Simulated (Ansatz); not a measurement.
Ti₃Si: energy above lowest point against volume scale

Results calculated with Ansatz 0.2.0, not measured. Free energy against uniform scaling of the volume at fixed shape and fractions; periodic cell, basis, potentials, k mesh and filling as listed.

The cell before it is scaled or strained (space group Fm-3m, No. 225):
```
Ti3Si
1.0
      0.0000     3.1444     3.1444
      3.1444     0.0000     3.1444
      3.1444     3.1444     0.0000
Ti Si
3 1
Direct
  0.75000 0.75000 0.75000
  0.25000 0.25000 0.25000
  0.00000 0.00000 0.00000
  0.50000 0.50000 0.50000
```

Settings of every row: functional LDA; dispersion none; potentials PAW; wave cutoff 500 eV; density cutoff 2000 eV; k mesh 6x6x6; k shift 0x0x0; occupations fermi dirac; smearing width 0.1 eV; spin none.

Limits: coarse k mesh, up to 40 meV an atom off; the cell comes from a prototype or a list of computed structures and needn't be the stable phase.

```
row  volume scale  V (Å³/atom)  energy above lowest point (meV/atom)
  1           0.9        13.99                                     ?
  2         0.925       14.379                                     0
  3          0.95       14.767                                     1
  4         0.975       15.156                                  11.1
  5             1       15.545                                  29.1
  6         1.025       15.933                                  54.1
  7          1.05       16.322                                  85.1
  8         1.075       16.711                                 121.5
  9           1.1       17.099                                 162.4
```

Question: what energy above lowest point should row 1 give?

Worked fit of energy above lowest point. Take u = (V_r/V)^(2/3) − 1 with V_r = 15.739 Å³ an atom, which is twice the finite (Eulerian) strain; such expansions in the strain, on which the Birch-Murnaghan equation of state is built, carry the rest volume and the bulk modulus. The shown rows have u = 0.0621, 0.04341, 0.02548, 0.0083, -0.00813, -0.02396, -0.03916, -0.05375. Least squares give energy above lowest point = 40.78 − 1517.9 × u + 13862 × u² meV/atom; a straight line predicts inner rows, each left out in turn, worse (root mean square 15 against 0.043 meV/atom). The rows lie off it by 0.0, 0.0, 0.0, 0.0, 0.1, 0.0, 0.0, 0.0. Its lowest point lies at u = 0.0548, or V = 14.53 Å³ an atom, and the curvature there gives the bulk modulus at fixed shape and fractions, B = (4/9)(1 + u)² E″(u)/V = 151 GPa. The withheld row has u = 0.0817, so the fit gives 40.78 − 1517.9 × (0.0817) + 13862 × (0.0817)² = 9.3 meV/atom.

The calculation gave 9.3 meV/atom. The fit meets it to the printed digit. This row lies beyond the range of the fit.
